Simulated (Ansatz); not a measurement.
# HfC: the change of energy above lowest point with volume scale

Results calculated with Ansatz 0.2.0, not measured. Free energy against uniform scaling of the volume at fixed shape and fractions; periodic cell, basis, potentials, k mesh and filling as listed.

The cell before it is scaled or strained (space group P6_3/mmc, No. 194):
```
CELL_PARAMETERS angstrom
3.34290 0.00000 0.00000
-1.67140 2.89500 0.00000
0.00000 0.00000 5.20270
ATOMIC_POSITIONS crystal
Hf 0.66667 0.33333 0.75000
Hf 0.33333 0.66667 0.25000
C 0.00000 0.00000 0.00000
C 0.00000 0.00000 0.50000
```

Settings of every row: functional LDA; dispersion none; potentials PAW; wave cutoff 476.2 eV; density cutoff 1904.8 eV; k mesh 8x8x5; k shift 0x0x0; occupations fermi dirac; smearing width 0.1 eV; spin none.

Limits: coarse k mesh, up to 40 meV an atom off; no spin-orbit coupling, which can matter with elements this heavy; the cell comes from a prototype or a list of computed structures and needn't be the stable phase.

| row | volume scale | V (Å³/atom) | energy above lowest point (meV/atom) |
| --- | --- | --- | --- |
| 1 | 0.94 | 11.832 | 0 |
| 2 | 0.96 | 12.084 | 1.1 |
| 3 | 0.98 | 12.336 | 10.2 |
| 4 | 1 | 12.588 | 26.6 |
| 5 | 1.02 | 12.839 | 49.6 |
| 6 | 1.04 | 13.091 | ? |
| 7 | 1.06 | 13.343 | 112.5 |

Question: what energy above lowest point should row 6 give?

Worked fit of energy above lowest point. Take u = (V_r/V)^(2/3) − 1 with V_r = 12.462 Å³ an atom, which is twice the finite (Eulerian) strain; such expansions in the strain, on which the Birch-Murnaghan equation of state is built, carry the rest volume and the bulk modulus. The shown rows have u = 0.03519, 0.02075, 0.0068, -0.00668, -0.01967, -0.04452. Least squares give energy above lowest point = 17.59 − 1220.6 × u + 20482 × u² meV/atom; a straight line predicts inner rows, each left out in turn, worse (root mean square 13 against 0.079 meV/atom). The rows lie off it by 0.0, 0.0, 0.0, -0.1, 0.1, 0.0. Its lowest point lies at u = 0.0298, or V = 11.93 Å³ an atom, and the curvature there gives the bulk modulus at fixed shape and fractions, B = (4/9)(1 + u)² E″(u)/V = 259 GPa. Letting shape and atoms relax would as a rule lower it, by much in layered, chain or molecular crystals. The withheld row has u = -0.03229, so the fit gives 17.59 − 1220.6 × (-0.03229) + 20482 × (-0.03229)² = 78.4 meV/atom.

The calculation gave 78.4 meV/atom. The fit meets it to the printed digit.
